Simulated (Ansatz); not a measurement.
**AlCl3 (aluminium trichloride (monomer)): methods side by side**

AlCl3: 4 atoms, total charge 0, spin state singlet. As SMILES, `Cl[Al](Cl)Cl`. Geometry: optimised at PBE0/def2-SVP.

```xyz
4

Cl   -1.1408   -0.1090    1.7349
Al    0.0000    0.0000    0.0000
Cl    1.7508   -1.1096   -0.1644
Cl   -0.6100    1.2186   -1.5705
```

Quantity: the adiabatic ionisation energy (to the doublet cation, shapes relaxed at PBE0/def2-SVP, no zero-point term), in eV. The values are calculated.

```
            level                    kind  program  value (eV)  CPU time (all runs)
     HF/def2-TZVP            Hartree–Fock   Ansatz       11.02                 18 s
    PBE/def2-TZVP                     GGA   Ansatz       10.90                 10 s
 r2SCAN/def2-TZVP                meta-GGA   Ansatz       11.14                 17 s
  B3LYP/def2-TZVP           global hybrid   Ansatz       11.20                8.8 s
PBE0-D4/def2-TZVP           global hybrid   Ansatz       11.23                8.7 s
wB97M-V/def2-TZVP  range-separated hybrid   Ansatz       11.41                 26 s
 B2PLYP/def2-TZVP           double hybrid   Ansatz       11.30                 13 s
RPA@PBE/def2-TZVP                     RPA   Ansatz       11.29                 18 s
```

The values span 10.90 to 11.41 eV. CPU times are rough (shared hosts, several kinds of processor): they show what a rung costs within a factor of a few.

Ionising AlCl3 takes an electron from the chlorine ligands rather than from aluminium. The metal is formally Al(III), with its valence shell emptied into the polar Al–Cl bonds, and the highest occupied levels are essentially Cl 3p lone pairs. Their electrons are held tightly by electronegative chlorine, which explains an ionisation energy of about 11 eV at every level.

The hybrids, the double hybrid and RPA lie between 11.20 and 11.41 eV, while PBE gives the lowest value and Hartree–Fock the next lowest. The result therefore does not rise steadily with the share of exact exchange; Hartree–Fock probably falls low because it omits the pair correlation that the neutral molecule loses on ionisation.

Because the cation is allowed to relax, these energies should be compared with the onset of the first photoelectron band, not its maximum, and even the onset may appear higher if the change of shape is large. The energies alone do not reveal whether the hole is shared by all three chlorines or concentrated on fewer.
